**Question.** Textbooks say that a degenerate electronic term couples linearly only to vibrations in the *symmetrised* square of its representation. For the ${}^2E_g$ term of Cu(II) in the CuF$_6$ octahedra of KCuF$_3$ that leaves the $e_g$ stretches. Why symmetrised, when $E_g\otimes E_g$ also contains $A_{2g}$? Where does the character formula come from, and why must the energy go *down* for such a mode?

---

**Answer.** The linear coupling is a real symmetric matrix, and symmetric matrices carry the symmetrised square. Every part of it except the multiple of the unit matrix is traceless, and a non-zero traceless symmetric matrix has a negative eigenvalue. The steps follow.

## Premises

1. $\hat H(\mathbf Q)$ is the clamped-nuclei electronic Hamiltonian, nuclear repulsion included, without spin–orbit coupling and without a magnetic field. It is real in the position representation, so at fixed $S$ and $M_S$ the states can be chosen with real coefficients, and the orbital matrices are the same for every $M_S$.
2. At the reference geometry $\mathbf Q=0$ the nuclei have point group $\mathcal G$ of order $|\mathcal G|$. A $d$-fold level $E_0$ with real orthonormal states $|i\rangle$ carries a real irreducible representation $\Gamma$: $\hat O_g|j\rangle=\sum_i|i\rangle D_{ij}(g)$, with $D$ real orthogonal and character $\chi(g)$.
3. The level is separated from all other terms of the same spin by a gap $\Delta$.
4. The $Q_b$ are real orthonormal combinations of Cartesian displacements (in Å, not mass-weighted), grouped into sets that carry real irreducible representations $\Lambda$: $(g\mathbf Q)_a=\sum_b D^\Lambda_{ab}(g)\,Q_b$.

Terms are written with capitals and modes of the same symmetry in lower case.

## Step 1: the slopes are eigenvalues of a real symmetric matrix

Expand $\hat H=\hat H_0+\sum_b Q_b\hat V_b+O(Q^2)$ with $\hat V_b=(\partial\hat H/\partial Q_b)_0$. Degenerate perturbation theory along a ray $\mathbf Q=t\,\mathbf n$ gives

$$E_k=E_0+t\,\lambda_k[W(\mathbf n)]+O(t^2),\qquad W(\mathbf Q)=\sum_bQ_bV_b,\qquad (V_b)_{ij}=\langle i|\hat V_b|j\rangle ,$$

where $\lambda_k$ are the eigenvalues. Coupling to other terms enters at order $t^2|V|^2/\Delta$. Only the potential depends on $\mathbf Q$, so $\hat V_b$ is multiplication by a real function. With real states the integrand of $\langle i|\hat V_b|j\rangle$ is unchanged when $i$ and $j$ are swapped:

$$V_b^{T}=V_b.\tag{1}$$

## Step 2: how the matrices transform

The Coulomb potential $U(\mathbf r;\mathbf R)$ depends only on distances, so $U(g^{-1}\mathbf r;\mathbf R)=U(\mathbf r;g\mathbf R)$. With $\hat O_gf(\mathbf r)=f(g^{-1}\mathbf r)$ and identical nuclei relabelled, this reads $\hat O_g\hat H(\mathbf Q)\hat O_g^{-1}=\hat H(g\mathbf Q)$. The coefficient of $Q_b$ on both sides gives $\hat O_g\hat V_b\hat O_g^{-1}=\sum_a\hat V_aD^\Lambda_{ab}(g)$. Take matrix elements in the level, which $\hat O_g$ leaves invariant, and use $D^{-1}=D^T$:

$$D(g)\,V_b\,D(g)^T=\sum_aV_a\,D^\Lambda_{ab}(g),\qquad\text{that is}\qquad D(g)\,W(\mathbf Q)\,D(g)^T=W(g\mathbf Q).\tag{2}$$

So $\mathbf Q\mapsto W(\mathbf Q)$ is a linear map from one mode set $\Lambda$ into the symmetric $d\times d$ matrices, and it commutes with the group. Its kernel is an invariant subspace: $W(\mathbf Q)=0$ implies $W(g\mathbf Q)=0$. Since $\Lambda$ is irreducible, the kernel is the whole space or zero. In the first case the mode does not couple. In the second the map is one-to-one, its image is a copy of $\Lambda$ among the symmetric matrices, and $W(\mathbf Q)\neq0$ for *every* direction in the set. A mode can therefore couple linearly only if $\Lambda$ occurs in the representation $M\mapsto DMD^T$ on symmetric $M$, which is called $[\Gamma^2]$.

## Step 3: the character

On all $d\times d$ matrices, $(DMD^T)_{ij}=\sum_{kl}D_{ik}D_{jl}M_{kl}$. The trace of this map is $\sum_{kl}D_{kk}D_{ll}=\chi(g)^2$, the character of $\Gamma\otimes\Gamma$. Let $\mathcal T$ be transposition. It commutes with the map, because $(DMD^T)^T=DM^TD^T$, and $\tfrac12(1\pm\mathcal T)$ projects on symmetric or antisymmetric matrices. The map followed by $\mathcal T$ has elements $D_{jk}D_{il}$. Its trace sets $i=k$, $j=l$ and gives $\sum_{kl}D_{lk}D_{kl}=\operatorname{tr}D(g)^2=\chi(g^2)$. Hence

$$\chi_\pm(g)=\tfrac12\left[\chi(g)^2\pm\chi(g^2)\right],\tag{3}$$

with $\chi_+$ for $[\Gamma^2]$, of dimension $d(d+1)/2$, and $\chi_-$ for the antisymmetric square $\{\Gamma^2\}$, of dimension $d(d-1)/2$. The multiplicity

$$n_\Lambda=\frac1{|\mathcal G|}\sum_g\chi_+(g)\,\chi_\Lambda(g)$$

is the number of independent coupling constants for each mode set of symmetry $\Lambda$. (This count holds for $\Lambda$ that stay irreducible over the complex numbers, as all those below do. For an $E$ made of a complex-conjugate pair, as in $C_3$ or $T_h$, reduce with the complex characters.)

If $\mathcal G$ contains the inversion $i$, then $\chi(ig)^2=\chi(g)^2$ and $(ig)^2=g^2$, so $\chi_+(ig)=\chi_+(g)$. Both $g$ and $u$ terms couple only to $g$ modes, and the rotation subgroup suffices for the reduction.

The antisymmetric square is carried by $i$ times a real antisymmetric matrix. Such a matrix is Hermitian, but between real states only an imaginary Hermitian operator such as orbital angular momentum produces it. A displacement of nuclei does not. That is why $A_{2g}$ drops out.

## Step 4: tracelessness and the falling sheet

*Totally symmetric modes.* Here (2) says that $V$ commutes with every $D(g)$. A real symmetric $V$ has real eigenspaces, each invariant under the group, and irreducibility leaves only one. So $V=v\mathbb 1$ and $[\Gamma^2]$ contains the totally symmetric representation exactly once. Such a mode shifts all sheets together and keeps the symmetry. Choose the reference geometry where the energy $E_0$ is stationary along these modes, so that $v=0$.

*All other modes.* The trace of (2) gives $\operatorname{tr}V_b=\sum_a\operatorname{tr}V_a\,D^\Lambda_{ab}(g)$ for each $g$. Average over the group. The average of $D^\Lambda(g)$ is the projector on invariant vectors, and an irreducible $\Lambda$ other than the totally symmetric one has none. Therefore

$$\operatorname{tr}V_b=0 .\tag{4}$$

The eigenvalues of $W$ are real by (1), sum to zero by (4), and are not all zero if $W\ne0$, because $\sum_k\lambda_k^2=\operatorname{tr}W^2=\sum_{ij}W_{ij}^2$. At least one is negative. To bound it, write $\lambda_{\min}=-m$ and $\mu_k=\lambda_k+m\ge0$, so that $\sum_k\mu_k=dm$. Then $\sum\lambda_k^2=\sum\mu_k^2-dm^2\le(\sum\mu_k)^2-dm^2=d(d-1)m^2$, or

$$\lambda_{\min}\le-\sqrt{\frac{\operatorname{tr}W^2}{d(d-1)}} .$$

The lowest sheet falls in proportion to $t$, while every restoring term starts at $t^2$, so for small enough $t$ the energy is below $E_0$. Because $W(-\mathbf Q)=-W(\mathbf Q)$ is again traceless and non-zero, the same holds in the opposite direction: the lowest sheet has a cusp at the symmetric point. For $d=1$, (4) gives $V_b=0$, the familiar result that a non-degenerate state has no force along symmetry-breaking modes.

*Translations and rotations must be removed.* A rigid rotation or shift of the nuclei gives $\hat H(Q)=e^{-iQ\hat G}\hat H_0e^{iQ\hat G}$, with $\hat G$ the electronic generator. Then $\hat V=-i[\hat G,\hat H_0]$ and $\langle i|\hat V|j\rangle=-i(E_0-E_0)G_{ij}=0$. This matters in $C_{3v}$, where $(x,y)$ and $(R_x,R_y)$ transform as $E$.

**Result.** The Jahn–Teller active modes are the non-totally-symmetric $\Lambda$ common to $[\Gamma^2]$ and the vibrational representation $\Gamma_{\rm vib}$. If any of their coupling constants is non-zero, the symmetric geometry is not a minimum. Symmetry allows these constants and does not fix their values. That a common $\Lambda$ exists for every non-linear molecule is a separate statement, which Jahn and Teller (1937) established by going through the point groups. Linear molecules escape. For a term with projection $\pm\Lambda_z$, $\Lambda_z\ge1$, a rotation by $\omega$ about the axis has $\chi=2\cos\Lambda_z\omega$, so $\chi_+=1+2\cos2\Lambda_z\omega$. The traceless part needs a mode of projection $2\Lambda_z\ge2$, and displacements of atoms on the axis have projection 0 or 1 only.

## Step 5: the reductions

Class orders: $C_{3v}$: $E,2C_3,3\sigma_v$. $O$: $E,8C_3,3C_2,6C_4,6C_2'$ (for $T_d$ read $6S_4,6\sigma_d$ in the last two places). $D_4$: $E,2C_4,C_2,2C_2',2C_2''$. $I$: $E,12C_5,12C_5^2,20C_3,15C_2$.

| group, term | $\chi(g)$ | $\chi(g^2)$ | $\chi_+(g)$ | $[\Gamma^2]$ | $\{\Gamma^2\}$ |
|---|---|---|---|---|---|
| $C_{3v}$, $E$ | $2,-1,0$ | $2,-1,2$ | $3,0,1$ | $A_1+E$ | $A_2$ |
| $T_d$, $O_h$, $E$ | $2,-1,2,0,0$ | $2,-1,2,2,2$ | $3,0,3,1,1$ | $A_1+E$ | $A_2$ |
| $O_h$, $T_1$ or $T_2$ | $3,0,-1,\pm1,\mp1$ | $3,0,3,-1,3$ | $6,0,2,0,2$ | $A_{1g}+E_g+T_{2g}$ | $T_{1g}$ |
| $D_{4h}$, $E$ | $2,0,-2,0,0$ | $2,-2,2,2,2$ | $3,-1,3,1,1$ | $A_{1g}+B_{1g}+B_{2g}$ | $A_{2g}$ |
| $I_h$, $H$ | $5,0,0,-1,1$ | $5,0,0,-1,5$ | $15,0,0,0,3$ | $A_g+G_g+2H_g$ | $T_{1g}+T_{2g}+G_g$ |

In $O_h$ the second row reads $A_{1g}+E_g$ and $A_{2g}$. As examples, $n_E=(3\cdot2+3\cdot3\cdot2)/24=1$ in that row, and $n_H=(15\cdot5+15\cdot3\cdot1)/60=2$ in the last, so each $h_g$ mode has two independent constants. The last row can be checked another way. $H$ is the restriction of $l=2$, whose symmetric square is $L=0,2,4$, and these restrict to $A$, $H$ and $G+H$. In $D_{4h}$ the active modes $b_{1g}$ and $b_{2g}$ are non-degenerate and unrelated by symmetry, with one constant each.

## Step 6: CuF$_6$

Cu(II) is $d^9$, $t_{2g}^6e_g^3$: one hole in the $e_g$ shell, term ${}^2E_g$. In the ideal cubic perovskite the Cu site has $O_h$ symmetry. The character of all 21 displacements is the number of unmoved atoms times the trace of the $3\times3$ matrix. For the classes $E,8C_3,3C_2,6C_4,6C_2',i,8S_6,3\sigma_h,6S_4,6\sigma_d$ the unmoved atoms number $7,1,3,3,1,1,1,5,1,3$ and the character is $21,0,-3,3,-1,-3,0,5,-1,3$. This reduces to $A_{1g}+E_g+T_{1g}+T_{2g}+3T_{1u}+T_{2u}$. Removing rotations ($T_{1g}$) and translations ($T_{1u}$),

$$\Gamma_{\rm vib}=a_{1g}+e_g+t_{2g}+2t_{1u}+t_{2u}.$$

The overlap with $[E_g^2]=A_{1g}+E_g$, less the totally symmetric part, is the single $e_g$ pair, with one constant. For a centrosymmetric stretch let $\delta_x,\delta_y,\delta_z$ be the elongation of each of the two bonds along an axis. The normalised coordinates are

$$Q_\theta=\frac{2\delta_z-\delta_x-\delta_y}{\sqrt3}=\rho\cos\varphi,\qquad Q_\epsilon=\delta_x-\delta_y=\rho\sin\varphi .$$

Let $|\theta\rangle,|\epsilon\rangle$ be the states with the hole in $3z^2-r^2$ and $x^2-y^2$. They transform like $(2z^2-x^2-y^2)/\sqrt3$ and $x^2-y^2$, so states and coordinates share one set of matrices $D$. The traceless symmetric $2\times2$ matrices are spanned by the Pauli matrices $\sigma_z$ and $\sigma_x$; $\sigma_y$ is the excluded $A_{2g}$.

Apply (2) twice. For $C_4$ about $z$, $D=\operatorname{diag}(1,-1)$: $\sigma_z$ and $Q_\theta$ are even, $\sigma_x$ and $Q_\epsilon$ odd, so $V_\theta=F\sigma_z$ and $V_\epsilon=F'\sigma_x$. For the $C_3$ that takes $x\to y\to z\to x$, substitution in the two polynomials gives $\theta\to-\tfrac12\theta+\tfrac{\sqrt3}2\epsilon$ and $\epsilon\to-\tfrac{\sqrt3}2\theta-\tfrac12\epsilon$, a plane rotation by $120^\circ$. Then $D\sigma_zD^T=-\tfrac12\sigma_z-\tfrac{\sqrt3}2\sigma_x$, while (2) demands $DV_\theta D^T=-\tfrac12V_\theta+\tfrac{\sqrt3}2V_\epsilon$. Hence $F'=-F$:

$$W=F\,(Q_\theta\sigma_z-Q_\epsilon\sigma_x)=F\rho\begin{pmatrix}\cos\varphi&-\sin\varphi\\-\sin\varphi&-\cos\varphi\end{pmatrix},\qquad\lambda=\pm F\rho .$$

For $F>0$ the lower state is $\sin\frac\varphi2|\theta\rangle+\cos\frac\varphi2|\epsilon\rangle$, as multiplication by $W$ confirms. The mean of the two sheets must be invariant, and Step 4 applied to quadratic forms in $(Q_\theta,Q_\epsilon)$ leaves only $\tfrac12K\rho^2$ at second order. Keeping this term and $W$,

$$E_\pm=E_0+\tfrac12K\rho^2\pm F\rho,\qquad\rho_0=\frac FK,\qquad E_{\rm JT}=\frac{F^2}{2K}=\tfrac12F\rho_0,$$

and the vertical gap at the minimum is $2F\rho_0=4E_{\rm JT}$. The angle $\varphi$ is undetermined at this order.

*A model in which $F\neq0$.* In the $\sigma$-only angular overlap model a ligand in direction $\mathbf n$ adds $e_\sigma\,\mathbf f\mathbf f^T$ to the one-electron matrix, where $\mathbf f$ holds the orbital amplitudes along $\mathbf n$ relative to that of $3z^2-r^2$ along $z$: $(1,0)$ for $z$, $(-\tfrac12,\tfrac{\sqrt3}2)$ for $x$, $(-\tfrac12,-\tfrac{\sqrt3}2)$ for $y$. The $e_g$ orbitals have no $\pi$ overlap with ligands on the axes. Two ligands per axis give

$$h=(e_x+e_y+e_z)\mathbb 1+\tfrac12(2e_z-e_x-e_y)\,\sigma_z-\tfrac{\sqrt3}2(e_x-e_y)\,\sigma_x .$$

A hole reverses the sign of the traceless part. With $e_a=e_0+e'\delta_a$ that part becomes $-\tfrac{\sqrt3}2e'(Q_\theta\sigma_z-Q_\epsilon\sigma_x)$, the form that symmetry required. For $e_\sigma(R)=e_0(\bar R/R)^n$, $e'=-ne_0/\bar R$ and

$$F=\frac{\sqrt3}{2}\,\frac{n\,e_0}{\bar R}>0 .$$

Elongation along $z$ ($\varphi=0$) thus puts the hole in $x^2-y^2$.

## Range of validity

**Small displacements.** The selection rule is exact for the slope at $\mathbf Q=0$ under the premises. At finite $\rho$ higher terms enter. Products $Q_aQ_b$ of one $e_g$ pair span $[e_g^2]=a_{1g}+e_g$, so a traceless quadratic term $G[(Q_\theta^2-Q_\epsilon^2)\sigma_z+2Q_\theta Q_\epsilon\sigma_x]$ is allowed. It turns the half-gap into $(F^2\rho^2+2FG\rho^3\cos3\varphi+G^2\rho^4)^{1/2}$. A cubic elastic term $\propto\rho^3\cos3\varphi$ is allowed too. These choose between elongation ($\cos3\varphi=1$) and compression ($\cos3\varphi=-1$), about which the theorem is silent.

**Isolated term.** $|W|$ must be small against the gap to any term that the modes can mix in. Otherwise a larger matrix is needed (the pseudo-Jahn–Teller case), and modes outside $[\Gamma^2]$, odd ones included, can soften at second order.

**Spin–orbit coupling.** Real states are then unavailable for an odd number of electrons. Let $\Theta$ be time reversal, with $\langle a|b\rangle=\langle\Theta b|\Theta a\rangle$, $\Theta^2=\pm1$ and $\Theta\hat V=\hat V\Theta$. Then $B_{ij}=\langle\Theta i|\hat V|j\rangle=\langle\Theta\hat Vj|\Theta^2i\rangle=\pm\langle\Theta j|\hat V|i\rangle=\pm B_{ji}$. Integer spin selects $[\Gamma^2]$ and half-integer spin selects $\{\Gamma^2\}$ of the double-group representation. A Kramers doublet has a one-dimensional, totally symmetric $\{\Gamma^2\}$ and is not split by any distortion. For ${}^2E_g$, $\mathbf L$ transforms as $T_{1g}$, absent from $E_g\otimes E_g$, so spin–orbit coupling vanishes in first order. The four states form $\Gamma_8$, the restriction of $j=\tfrac32$, whose antisymmetric square is $J=0,2$, or $A_{1g}+E_g+T_{2g}$. The $t_{2g}$ bends become weakly active through admixture of ${}^2T_{2g}$, at relative order $|\lambda_{\rm so}|/10Dq$. With approximate values of $0.1$ eV and $1$ eV for Cu(II) among fluorides this is of order $0.1$.

**Static picture.** The point $\rho=0$ is a conical intersection, where the adiabatic separation fails, and the lower state above changes sign when $\varphi$ advances by $2\pi$. Motion confined to the lower sheet needs $E_{\rm JT}\gg\hbar\omega$, with $\omega=\sqrt{K/M}$. A *static* distortion needs in addition something that pins $\varphi$: the warping terms, strain, or the neighbours.

**Crystals.** The argument uses the site group and assumes a hole localised on one Cu, which suits an insulator like KCuF$_3$. Each F belongs to two octahedra, so the local coordinates of neighbours are coupled and the distortion is cooperative. A single-site $K$ is then an effective constant that absorbs lattice strain and inter-site electronic terms such as superexchange.

## Numerical illustration

Take as approximate inputs the three Cu–F distances typical of KCuF$_3$: long $2.25$ Å (local $z$, lying in the $ab$ plane), medium $1.96$ Å (local $x$, along $c$) and short $1.89$ Å (local $y$). Take $n=5$ and $e_0=0.50$ eV at the mean distance. These are round typical values, and $e_0$ was chosen so that the $e_g$ splitting has the size typical of Cu(II) fluorides, somewhat under 1 eV. The gap below is therefore no test of the model.

The mean $\bar R=2.033$ Å serves as reference, which removes the $a_{1g}$ part. Then $\delta_z=0.217$, $\delta_x=-0.073$ and $\delta_y=-0.143$ Å, and

$$Q_\theta=0.375\ \text{Å},\quad Q_\epsilon=0.070\ \text{Å},\quad\rho=0.382\ \text{Å},\quad\varphi\approx11^\circ .$$

A stretch with three pairs of equal, opposite bonds has only $a_{1g}$ and $e_g$ components, so the whole symmetry-breaking part lies in the pair that the rule selects. The hole has weight $\cos^2(\varphi/2)=0.99$ in local $x^2-y^2$, the plane of the four shorter bonds.

The linear model gives $F=1.06$ eV/Å and a vertical gap $2F\rho=0.81$ eV. Identifying $\rho$ with $\rho_0$ gives $K=F/\rho=2.8$ eV/Å$^2$ and $E_{\rm JT}=0.20$ eV, or $1.6\times10^3$ cm$^{-1}$.

The neglected terms can be sized in the same model. The full power law gives $e_z=0.30$, $e_x=0.60$ and $e_y=0.72$ eV, and diagonalising $h$ gives a gap of $0.75$ eV, which is $0.06$ eV below the linear value. For pure $Q_\theta$, $\delta_z=Q_\theta/\sqrt3$ and $\delta_x=\delta_y=-Q_\theta/(2\sqrt3)$. The second-order part of $e_z-\tfrac12(e_x+e_y)$ is then $\tfrac12e''(\tfrac13-\tfrac1{12})Q_\theta^2=e''Q_\theta^2/8$, so for the hole $G=-e''/8=-n(n+1)e_0/(8\bar R^2)=-0.45$ eV/Å$^2$ and $|G|\rho/F=0.16$. At fixed $\rho$ this term alone would place the compressed directions $2|G|\rho^2=0.13$ eV below the elongated ones, a large fraction of $E_{\rm JT}$. The elongated input geometry requires opposing terms at least as large, which come from bond anharmonicity, $3d$–$4s$ mixing and the lattice, all absent here. $E_{\rm JT}$ and $K$ are accordingly good to one figure.

For an isolated octahedron the mass that goes with these coordinates is that of one F, $19.0$ u, so $\hbar\omega=25$ meV $=2.0\times10^2$ cm$^{-1}$ and $E_{\rm JT}/\hbar\omega\approx8$. In the crystal most of the distortion is a shift $u$ of the two in-plane F per Cu along their bonds. The normalised coordinate (long minus short) is $2u$ and the kinetic energy is $2\cdot\tfrac12M\dot u^2=\tfrac12(M/2)(2\dot u)^2$, so the mass is halved, giving $2.8\times10^2$ cm$^{-1}$ and a ratio of about $6$. Cu–F stretching phonons in such fluorides typically lie around 300 to 400 cm$^{-1}$, so the isolated-octahedron frequency is too low by roughly a third to a half and overstates the ratio, while the shared-fluorine value is low by less. The model's result is a stabilisation of about $0.2$ eV per Cu, several $e_g$ quanta deep, which is the strong-coupling regime that a static description needs.